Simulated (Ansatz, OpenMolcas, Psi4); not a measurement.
# From NH3 to Si3NH9: predicting a member

Gas-phase molecules. On one N centre, n of the H ligands are replaced by SiH3. The HOMO–LUMO gap y in eV at B3LYP/6-31G* (spherical functions). Shapes: PBE0-D4/def2-TZVP. Programs: Ansatz 0.2.0, OpenMolcas 26.06, Psi4 1.11. A level may come from different programs for different species; with the same settings they agree closely.

```
 molecule  n  y (eV)
      NH3  0    9.01
SiH3(NH2)  1    7.55
   Si2NH7  2       ?
   Si3NH9  3    7.08
```

Question: Fit y = c + s·n to the known rows and predict Si2NH7.

Answer: 
1. Means of the 3 rows: n = 1.33333, y = 7.880.
2. Σ(Δn)² = 4.6667, Σ(Δn·Δy) = -2.73, so the slope is -2.73/4.6667 = -0.585.
3. Intercept: 7.880 − (-0.585) × 1.33333 = 8.660. The largest residual of the fit is 0.52.
4. Si2NH7: 8.660 + (-0.585) × 2 = 7.49 eV.

The run gave 7.24 eV, so the prediction is off by +0.25 eV, within the largest residual. The step per swap drifts from -1.46 to -0.16 eV. Other levels give for Si2NH7: HF/STO-3G 19.89; HF/3-21G 14.51 eV. Orbital gaps aren't excitation energies, and the LUMO depends on the basis.

The gap falls with every silyl group, but most of the drop comes with the first, and the later steps shrink steadily. The curve is therefore convex: the straight line runs above the computed gaps at one and two silyl groups and below them at both ends, so the overestimate for Si2NH7 reflects the wrong functional form rather than scatter.

A likely reason is that the first SiH3 changes the character of the LUMO, bringing in low-lying Si–H and Si–N σ* orbitals that ammonia lacks, while further groups only mix and delocalise orbitals of the same kind. The nitrogen lone pair probably feels opposing effects. Electropositive silicon and flattening at nitrogen push it up, whereas delocalisation into the silyl σ* orbitals pulls it down, which would help the trend to level off.

The smaller gap is no sign of a more basic nitrogen; trisilylamine is in fact a much weaker base than ammonia. Without the separate orbital energies, the narrowing can't be divided between HOMO and LUMO.
